**Rotamer order of FCH₂–CH=CH–CHF₂: image counting, rotor gaps and a solvent estimate**

The table holds five conformers with torsions, symmetry, relative energies, free energies, Boltzmann weights and dipoles, from CAM-B3LYP-D3(BJ)/pcSseg-1 in benzene on GFN2-xTB geometries at 298.15 K. The program fits nothing: it splits the free energies into energy, mirror-image and remaining thermal terms, takes gaps for each rotor, recomputes the weights under changed assumptions, reads torsions and contacts from the geometry of row 1, and makes one Onsager estimate. The output shows that rows 1 and 2 tie in DFT energy and that row 1 leads through RT ln 2 = 0.41 kcal/mol. Forms with the CH₂F fluorine syn to C=C hold 89.9 % with DFT energies and 65.6 % with GFN2-xTB energies. Counting row 2 as a mirror pair reverses the top order, and the Onsager estimate, good for order of magnitude only, is of the size that row 2 needs to pass row 1.

Conformers of (E)-FCH₂–CH=CH–CHF₂, computed with PySCF 2.14.0 and tblite 0.8.0 on GFN2-xTB geometries; DFT energies are CAM-B3LYP-D3(BJ)/pcSseg-1 in benzene. Free energies and weights at 298.15 K add GFN2-xTB quasi-harmonic terms and count both forms of a mirror pair, of which one is shown. The torsions are F1–C2–C3–C4 and C3–C4–C5–F6.

## Script

```python
# Table: five conformers of FCH2-CH=CH-CHF2; CAM-B3LYP-D3(BJ)/pcSseg-1 energies in benzene (PySCF) on
# GFN2-xTB geometries (tblite), free energies, weights, dipoles at 298.15 K. Tested: Boltzmann bookkeeping,
# energy gaps per rotor, shifts that reverse the orders, and one Onsager estimate of the solvent effect.
T = {
    'conformer_number': [1, 2, 3, 4, 5],
    'conformer_torsions_in_degrees': ['(-2,120)', '(0,121)', '(153,125)', '(139,-8)', '(153,5)'],
    'conformer_point_group': ['C1', 'Cs', 'C1', 'C1', 'C1'],
    'conformer_mirror_pair': ['yes', 'no', 'yes', 'yes', 'yes'],
    'conformer_gfn2_energy_at_gfn2_minimum': [0.0, 0.47, 1.08, 1.01, 1.4],  # kcal/mol
    'conformer_dft_energy': [0.0, 0.01, 1.82, 1.74, 2.4],  # kcal/mol
    'conformer_free_energy': [0.0, 0.37, 1.53, 1.6, 2.09],  # kcal/mol
    'conformer_weight': [58.6, 31.3, 4.4, 3.9, 1.7],  # %
    'conformer_dipole': [2.31, 4.05, 1.5, 2.03, 3.33],  # D
}
import numpy as np
from scipy import constants as c
X, E, G, W, D = (np.array(T['conformer_' + k], float) for k in
                 ('gfn2_energy_at_gfn2_minimum', 'dft_energy', 'free_energy', 'weight', 'dipole'))
g = np.array([2 if str(m) == 'yes' else 1 for m in T['conformer_mirror_pair']])
R = c.R / (1000 * c.calorie); RT = R * 298.15
bz = lambda x: 100 * np.exp(-x / RT) / np.exp(-x / RT).sum()
row = lambda x, f='%6.2f': ' '.join(f % v for v in x)
print('RT = %.3f, RT ln 2 = %.3f kcal/mol; structures with mirror images: %d' % (RT, RT * np.log(2), g.sum()))
print('rounding: 0.01 kcal/mol in an energy difference = %.1f %% of a weight ratio' % (1 / RT))
print('rows 1 to 5')
print('weight from free energy, %      ', row(bz(G)))
print('  minus table weight, %         ', row(bz(G) - W))
print('weight per mirror image, %      ', row(W / g))
cnt = -RT * np.log(g / g[0]); rest = G - E - cnt
print('image-count term, kcal/mol      ', row(cnt + 0.0))
print('remaining thermal term, kcal/mol', row(rest))
print('DFT minus GFN2 energy, kcal/mol ', row(E - X))
for n, v in (('GFN2 energy', X), ('DFT energy', E), ('free energy', G), ('dipole', D)):
    print('rows in rising %-12s' % n, row(np.argsort(v) + 1, '%d'))
w = W / W.sum()
print('mixing entropy, cal/(mol K): rows only %.2f, with images %.2f, same run 2.96'  # 2.96: output of the run
      % (-1000 * R * (w * np.log(w)).sum(), -1000 * R * (w * np.log(w / g)).sum()))
print('gaps in kcal/mol                         GFN2    DFT   free  dipole change, D')
for n, i, j in (('CH2F skew - syn, H-eclipsed CHF2', 3, 2), ('CH2F skew - syn, F-eclipsed CHF2', 4, 1),
                ('CH2F skew - syn, F-eclipsed CHF2', 5, 1), ('CHF2 H- minus F-eclipsed, syn', 2, 1),
                ('CHF2 H- minus F-eclipsed, skew', 3, 4), ('CHF2 H- minus F-eclipsed, skew', 3, 5),
                ('two F-eclipsed skew forms', 5, 4)):
    print('%-33s %d-%d' % (n, i, j), row([v[i - 1] - v[j - 1] for v in (X, E, G, D)]))
G2 = G.copy(); G2[1] -= RT * np.log(2)
for n, v in (('DFT energies', G), ('GFN2 energies, same thermal terms', G - E + X), ('row 2 counted as a pair', G2)):
    p = bz(v); s = p[:2].sum()
    print('%s: weights %%' % n, row(p, '%.1f'))
    print('  syn %.1f %%, skew %.1f %%, shift to equalise %.2f kcal/mol' % (s, 100 - s, RT * np.log(s / (100 - s))))
print('row 2 needs %.2f kcal/mol to pass row 1; per image it leads by %.2f' % (G[1] - G[0], -G2[1]))
for d in (-0.05, 0.05):
    p = bz(G + d * (np.arange(5) == 1))
    print('row 2 moved by %+.2f kcal/mol: row 1 %.1f %%, row 2 %.1f %%' % (d, p[0], p[1]))
print('weighted mean dipole magnitude %.2f D, root mean square %.2f D' % ((w * D).sum(), np.sqrt((w * D**2).sum())))
# geometry of row 1 in angstrom, output of the same run (F1 C2 C3 C4 C5 F6 F7 H8 H9 H10 H11 H12)
A = np.array([[-2.25, 1.03, -0.32], [-1.90, -0.04, 0.46], [-0.45, -0.36, 0.35], [0.41, 0.33, -0.36],
              [1.87, 0.00, -0.46], [2.63, 1.03, -0.01], [2.21, -1.07, 0.29], [-2.17, 0.21, 1.49],
              [-2.51, -0.89, 0.12], [-0.14, -1.23, 0.92], [0.12, 1.21, -0.92], [2.19, -0.21, -1.50]])
def tor(*q):
    b1, b2, b3 = np.diff(A[np.array(q) - 1], axis=0); n1, n2 = np.cross(b1, b2), np.cross(b2, b3)
    return np.degrees(np.arctan2(np.linalg.norm(b2) * b1 @ n2, n1 @ n2))
print('row 1 torsions at CH2F, deg: F %.0f, H %.0f, H %.0f' % tuple(tor(k, 2, 3, 4) for k in (1, 8, 9)))
print('row 1 torsions at CHF2, deg: F6 %.0f, F7 %.0f, H %.0f' % tuple(tor(3, 4, 5, k) for k in (6, 7, 12)))
print('row 1 F1 to H on C4 %.2f A, F7 to H on C3 %.2f A; rough recalled radius sum 1.5 + 1.2 = 2.7 A'
      % (np.linalg.norm(A[0] - A[10]), np.linalg.norm(A[6] - A[9])))
u, v = A[0] - A[1], A[6] - A[4]
print('row 1 angle between C2-F1 and C5-F7: %.0f deg' % np.degrees(np.arccos(u @ v / np.linalg.norm(u) / np.linalg.norm(v))))
k = (1e-21 / c.c)**2 / (4 * np.pi * c.epsilon_0 * 1e-30) * c.N_A / (1000 * c.calorie)
fb = (2.3 - 1) / (2 * 2.3 + 1)  # benzene permittivity 2.3 and radii: rough recalled values
print('Onsager size only, row 2 against row 1, squared dipole difference %.1f D^2:' % (D[1]**2 - D[0]**2))
for a in (3.5, np.linalg.norm(A - A.mean(0), axis=1).max() + 1.5):
    q = k * (D[1]**2 - D[0]**2) / a**3
    print('  radius %.1f A: benzene %.1f, further in very polar solvent %.1f kcal/mol' % (a, -fb * q, -(0.5 - fb) * q))
assert np.abs(bz(G) - W).max() < 0.5 and g.sum() == 9
assert E[2:].min() - E[:2].max() > 1 and X[2:].min() > X[:2].max()
assert abs(E[1] - E[0]) < 0.05 and W[1] > W[0] / 2 and np.argmax(D) == 1
assert abs(tor(3, 4, 5, 7)) < 15
```

Output:

```
RT = 0.592, RT ln 2 = 0.411 kcal/mol; structures with mirror images: 9
rounding: 0.01 kcal/mol in an energy difference = 1.7 % of a weight ratio
rows 1 to 5
weight from free energy, %        58.56  31.36   4.43   3.93   1.72
  minus table weight, %           -0.04   0.06   0.03   0.03   0.02
weight per mirror image, %        29.30  31.30   2.20   1.95   0.85
image-count term, kcal/mol         0.00   0.41   0.00   0.00   0.00
remaining thermal term, kcal/mol   0.00  -0.05  -0.29  -0.14  -0.31
DFT minus GFN2 energy, kcal/mol    0.00  -0.46   0.74   0.73   1.00
rows in rising GFN2 energy  1 2 4 3 5
rows in rising DFT energy   1 2 4 3 5
rows in rising free energy  1 2 3 4 5
rows in rising dipole       3 4 1 5 2
mixing entropy, cal/(mol K): rows only 2.01, with images 2.95, same run 2.96
gaps in kcal/mol                         GFN2    DFT   free  dipole change, D
CH2F skew - syn, H-eclipsed CHF2  3-2   0.61   1.81   1.16  -2.55
CH2F skew - syn, F-eclipsed CHF2  4-1   1.01   1.74   1.60  -0.28
CH2F skew - syn, F-eclipsed CHF2  5-1   1.40   2.40   2.09   1.02
CHF2 H- minus F-eclipsed, syn     2-1   0.47   0.01   0.37   1.74
CHF2 H- minus F-eclipsed, skew    3-4   0.07   0.08  -0.07  -0.53
CHF2 H- minus F-eclipsed, skew    3-5  -0.32  -0.58  -0.56  -1.83
two F-eclipsed skew forms         5-4   0.39   0.66   0.49   1.30
DFT energies: weights % 58.6 31.4 4.4 3.9 1.7
  syn 89.9 %, skew 10.1 %, shift to equalise 1.30 kcal/mol
GFN2 energies, same thermal terms: weights % 52.7 13.0 13.9 12.1 8.4
  syn 65.6 %, skew 34.4 %, shift to equalise 0.38 kcal/mol
row 2 counted as a pair: weights % 44.6 47.7 3.4 3.0 1.3
  syn 92.3 %, skew 7.7 %, shift to equalise 1.47 kcal/mol
row 2 needs 0.37 kcal/mol to pass row 1; per image it leads by 0.04
row 2 moved by -0.05 kcal/mol: row 1 57.0 %, row 2 33.2 %
row 2 moved by +0.05 kcal/mol: row 1 60.1 %, row 2 29.6 %
weighted mean dipole magnitude 2.83 D, root mean square 2.95 D
row 1 torsions at CH2F, deg: F 3, H -117, H 122
row 1 torsions at CHF2, deg: F6 -120, F7 -2, H 120
row 1 F1 to H on C4 2.45 A, F7 to H on C3 2.44 A; rough recalled radius sum 1.5 + 1.2 = 2.7 A
row 1 angle between C2-F1 and C5-F7: 179 deg
Onsager size only, row 2 against row 1, squared dipole difference 11.1 D^2:
  radius 3.5 A: benzene -0.9, further in very polar solvent -1.0 kcal/mol
  radius 4.3 A: benzene -0.5, further in very polar solvent -0.5 kcal/mol
```
